## Recognising a method by its error in an ionisation energy

Linear HBC is a chain of hydrogen, boron and carbon. Taking one electron from it, with the nuclei held still, costs 10.477 eV when the motion of the valence electrons is treated exactly within the chosen basis. That exact treatment is called full CI, and it serves here as the reference. Five approximate methods gave the errors below, listed without their names. Can each error be traced to its method?

Vertical ionisation energy of linear HBC (neutral triplet to cation doublet), computed with Ansatz 0.2.0 at several wavefunction levels in the 6-31G basis at the PBE0/def2-TZVP geometry. The reference is full CI with the 1s cores of B and C frozen. R marks restricted open-shell orbitals, and “valence” a full valence active space (8 electrons in 9 orbitals for the neutral). Candidates: MRCISD valence, CASSCF valence, RCCSDTQ, RMP2, RCCSDT.

| row | this level less the reference (FCI, same basis) (meV) |
| --- | --- |
| A | -16.00 |
| B | 106.00 |
| C | -7.00 |
| D | -1.00 |
| E | -261.00 |

The candidates differ in how they treat correlation, the way electrons avoid one another. RMP2 adds a second-order correction to a single arrangement of electrons in orbitals. CASSCF distributes the eight valence electrons over the nine valence orbitals in every possible way, but uses no orbitals beyond these. MRCISD starts from there and lets one or two electrons move into the remaining orbitals. RCCSDT and RCCSDTQ start from one arrangement and excite up to three or four electrons together, including products of such excitations.

For the neutral molecule, the single arrangement used has one unpaired σ electron and one unpaired π electron. Before correlation is added, an arrangement with both unpaired electrons in π orbitals lies about 0.36 eV lower. MRCISD+Q and RCCSDTQ still agree to about 8 meV in the neutral molecule's total energy, which supports the view that they describe the same state. For the cation, the same check needs the labelled errors. Until then, its state is assumed to be the same in every row.

### An error in a difference

The ionisation energy is the cation's energy minus the neutral molecule's. If a method places them too high by $\delta_+$ and $\delta_0$, the error in the table is

$$\Delta=\delta_+-\delta_0 .$$

Equal errors in the two energies cancel. A negative $\Delta$ means that the neutral molecule's energy is too high relative to the cation's.

This is the common outcome when correlation is left out. The neutral molecule has eight valence electrons and the cation seven, so the neutral has more pairs of electrons that can avoid one another. It therefore usually loses more energy-lowering correlation in a crude treatment, and the computed ionisation energy comes out too small.

The argument can be made quantitative when a method has a corrected version. Suppose the correction lowers the neutral molecule by $c_0$, and the cation by some amount between zero and $c_0$. The ionisation energy then rises by at most $c_0$, so the error before correction is confined to

$$\Delta_{\text{corrected}}-c_0\ \le\ \Delta\ \le\ \Delta_{\text{corrected}} .$$

This bracket has no adjustable constant. It needs only the error of the corrected method and the computed lowering of the neutral molecule. Its weak point is the assumption about the cation, which is plausible but not a law.

A pair of methods outside the puzzle shows the assumption at work. Going from RCCSD to RCCSD(T), which adds an estimate of triple excitations, lowers the neutral molecule by 119 meV. The ionisation energy rises by 47 meV. The cation was thus lowered too, but by less.

### The two large errors

B and E stand apart from the other three in size. Two candidates also stand apart in the energy of the neutral molecule: RMP2 and CASSCF leave it roughly 0.9 and 1.0 eV above the RCCSDTQ value. For MRCISD and RCCSDT the excess is below 0.03 eV, and methods this close for the neutral molecule are unlikely to miss the cation by 0.1 eV or more. B and E therefore belong to RMP2 and CASSCF, in one order or the other.

CASSCF handles the rearrangement of electrons among the valence orbitals, but it omits most of the short-range avoidance known as dynamic correlation. NEVPT2 adds this to second order, and its error is −90 meV. The addition lowers the neutral molecule by 685 meV, so the bracket for CASSCF runs from −775 to −90 meV. E lies inside it and B, with its positive sign, lies outside.

E is therefore CASSCF, and B is left for RMP2. The positive sign of B has not been predicted by this reasoning. It has been assigned by elimination.

### The three small errors

RCCSDTQ should be almost exact for so few electrons. An estimate limited to nine orbitals puts the energy it still lacks in the neutral molecule at about 1 meV, and the cation has one electron fewer to describe. D, at −1 meV, fits this well. C and A would need a remainder several times larger.

A and C are harder to tell apart. Both are small and negative, as expected of good methods that still lack a little correlation. From the two values alone, either could be RCCSDT or MRCISD.

The bracket separates them, and RCCSDT provides the full example. Its corrected version, RCCSDT(Q), adds an estimate of quadruple excitations and has an error of −1 meV. The correction lowers the neutral molecule by 9.9 meV. The error of RCCSDT should then lie between

$$-1-9.9=-10.9\ \text{meV}\quad\text{and}\quad -1\ \text{meV}.$$

C, at −7 meV, falls inside this range, while A, at −16 meV, falls outside. For A to be RCCSDT, the quadruple correction would have to raise the cation's energy while lowering that of the neutral molecule. A is therefore the better match for MRCISD.

There is also a physical reason to expect a visible error from MRCISD. It lets at most two electrons leave the valence orbitals at once, so it omits events in which two separate pairs do so together. Such events matter more as the number of electrons grows. The correction marked +Q estimates their effect, and it should favour the neutral molecule.

D is thus a secure assignment, and so is the membership of B and E in the pair RMP2 and CASSCF. The order within that pair is likely. The assignment of A and C is also likely, but it depends on the bracket; without it, the two would remain ambiguous.

### The labels

The rows with their labels:

| level | this level less the reference (FCI, same basis) (meV) |
| --- | --- |
| RMP2 | 106.00 |
| RCCSD | -49.00 |
| RCCSD(T) | -2.00 |
| BCCD(T) | -3.00 |
| RCCSDT | -7.00 |
| RCCSDT(Q) | -1.00 |
| RCCSDTQ | -1.00 |
| CASSCF valence | -261.00 |
| NEVPT2 valence | -90.00 |
| MRCISD valence | -16.00 |
| MRCISD+Q valence | -7.00 |

All five assignments are correct. The labels also supply the missing check on the cation. Compared with RCCSDTQ, MRCISD+Q places the neutral molecule 8 meV higher and makes the ionisation energy 6 meV smaller. The two cation energies therefore agree to about 2 meV, which supports the assumption that these methods describe the same state.

The cation's share of each correction can now be found as well. From CASSCF to NEVPT2 the cation is lowered by 514 meV, against 685 meV for the neutral molecule. The +Q correction lowers the cation by about 9 meV and the neutral molecule by about 18 meV. In both cases the state with more electrons gains more, as the argument supposed.

The step from RMP2 to RCCSD behaves differently. It lowers the neutral molecule by 717 meV but the cation by 872 meV, so the ionisation energy falls by 155 meV. RCCSD doesn't add a small term to the RMP2 result; it determines all single and double excitations afresh and together. Counting electrons is then a poor guide to which state gains more, and why it is the cation here remains an open question.

This failure shows how much trust the order of B and E deserved. Had B been CASSCF, its error would have had to fall from 106 to −90 meV on going to NEVPT2. The cation would then have gained $106+90=196$ meV more than the neutral molecule. The step from RMP2 to RCCSD shows an imbalance of similar size, so the exchange was unlikely rather than impossible.

### A small error and a good energy

The table invites one misreading. RCCSD(T) has an error of only −2 meV, smaller than the −7 meV of RCCSDT, although RCCSDT treats triple excitations more completely. The energies of the neutral molecule show the opposite order: RCCSD(T) lies 39 meV above RCCSDTQ, and RCCSDT only 11 meV above it.

The explanation is cancellation. RCCSD(T) places the neutral molecule and the cation too high by nearly the same amount, and the subtraction removes most of it. RCCSDT has less error in each state, but what is left is less evenly shared. An accurate ionisation energy is therefore no proof of two accurate total energies.

For practical use, the size of the error has to be set against the purpose. The CASSCF error of −261 meV is about 2.5 % of the ionisation energy, which may be tolerable in a rough survey but not in a close comparison of molecules. All these errors are measured against full CI in the same small basis. Agreement with experiment would also depend on the basis and on the geometry, and this comparison tests neither. The geometry isn't relaxed for this state in this basis: a large force remains along the bond between boron and carbon.

The printed output below gives the brackets and the energies of the neutral molecule used in this reasoning.

Printed output of the fit:

```
Neutral lowered from CASSCF to NEVPT2 [meV]: 684.7
Lower bracket for the CASSCF gap error [meV]: -774.7
Neutral lowered from MRCISD to MRCISD+Q [meV]: 18.39
Lower bracket for the MRCISD gap error [meV]: -25.39
Neutral lowered from RCCSDT to RCCSDT(Q) [meV]: 9.92
Lower bracket for the RCCSDT gap error [meV]: -10.92
Control, neutral lowered from RCCSD to RCCSD(T) [meV]: 118.7
Control, gap rise from RCCSD to RCCSD(T) [meV]: 47
Estimated full-CI remainder of the neutral below RCCSDTQ [meV]: 1.127
Size of RMP2 gap error over size of MRCISD gap error: 6.625
After reveal, cation lowered from CASSCF to NEVPT2 [meV]: 513.7
After reveal, cation lowered from MRCISD to MRCISD+Q [meV]: 9.39
After reveal, cation lowered from RCCSDT to RCCSDT(Q) [meV]: 3.92
After reveal, neutral lowered from RMP2 to RCCSD [meV]: 717.2
After reveal, gap change from RMP2 to RCCSD [meV]: -155
After reveal, cation lowered from RMP2 to RCCSD [meV]: 872.2
Neutral total energy above RCCSDTQ beside the gap error:
               row  neutral energy above RCCSDTQ in meV  gap error in meV
              RMP2                                  875               106
             RCCSD                                157.8               -49
          RCCSD(T)                                 39.1                -2
           BCCD(T)                                 43.2                -3
            RCCSDT                                10.77                -7
         RCCSDT(Q)                                 0.85                -1
           RCCSDTQ                                    0                -1
    CASSCF valence                                962.8              -261
    NEVPT2 valence                                278.1               -90
    MRCISD valence                                26.58               -16
  MRCISD+Q valence                                 8.19                -7
```
